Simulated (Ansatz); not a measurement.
## Ge: pressure against volume scale

Results calculated with Ansatz 0.2.0, not measured. Periodic Kohn-Sham DFT of a crystal at fixed atoms, scaled to volume_scale times the given cell; pressure positive in compression, energy less spherical unpolarised free atoms, largest_vzz the field gradient of largest size among the nuclei.

The cell before it is scaled or strained (space group Fd-3m, No. 227):
```
cell vectors (Å)
   0.0000     2.8807     2.8807
   2.8807     0.0000     2.8807
   2.8807     2.8807     0.0000
atoms (fractions of the cell vectors)
Ge  0.00000  0.00000  0.00000
Ge  0.25000  0.25000  0.25000
```

Settings of every row: method frozen-core PAW; functional PBE; relativity scalar; k mesh 11x11x11; filling fermi-dirac; smearing width 0.05 eV; wave cutoff 420 eV; paw set soft_2.

Atom start moment: 0 on all atoms.

Limits: small gap, it may come from the mesh.

| row | volume scale | V (Å³/atom) | pressure (GPa) |
| --- | --- | --- | --- |
| 1 | 0.9405 | 22.483 | ? |
| 2 | 0.97 | 23.188 | 1.933 |
| 3 | 1 | 23.905 | 0.003 |
| 4 | 1.03 | 24.622 | -1.61 |
| 5 | 1.06 | 25.34 | -2.956 |

Question: what pressure should row 1 give?

Worked fit of pressure. Take u = (V_r/V)^(2/3) − 1 with V_r = 24.264 Å³ an atom, which is twice the finite (Eulerian) strain; such expansions in the strain, on which the Birch-Murnaghan equation of state is built, carry the rest volume and the bulk modulus. The shown rows have u = 0.0307, 0.00999, -0.00972, -0.02851. Least squares give pressure = −0.8412 + 81.951 × u + 273.43 × u² GPa; a straight line predicts inner rows, each left out in turn, worse (root mean square 0.15 against 0.0041 GPa). The rows lie off it by 0.001, -0.002, 0.002, -0.001. The pressure vanishes at u = 0.0099, or V = 23.91 Å³ an atom, and there the bulk modulus at fixed shape and fractions is B = −V dP/dV = (2/3)(1 + u) dP/du = 58.8 GPa. The withheld row has u = 0.05214, so the fit gives −0.8412 + 81.951 × (0.05214) + 273.43 × (0.05214)² = 4.175 GPa.

The calculation gave 4.173 GPa. The fit lies 0.002 GPa (0.028 % of the column's range) above it; its largest miss of a shown row is 0.002 GPa. This row lies beyond the range of the fit.
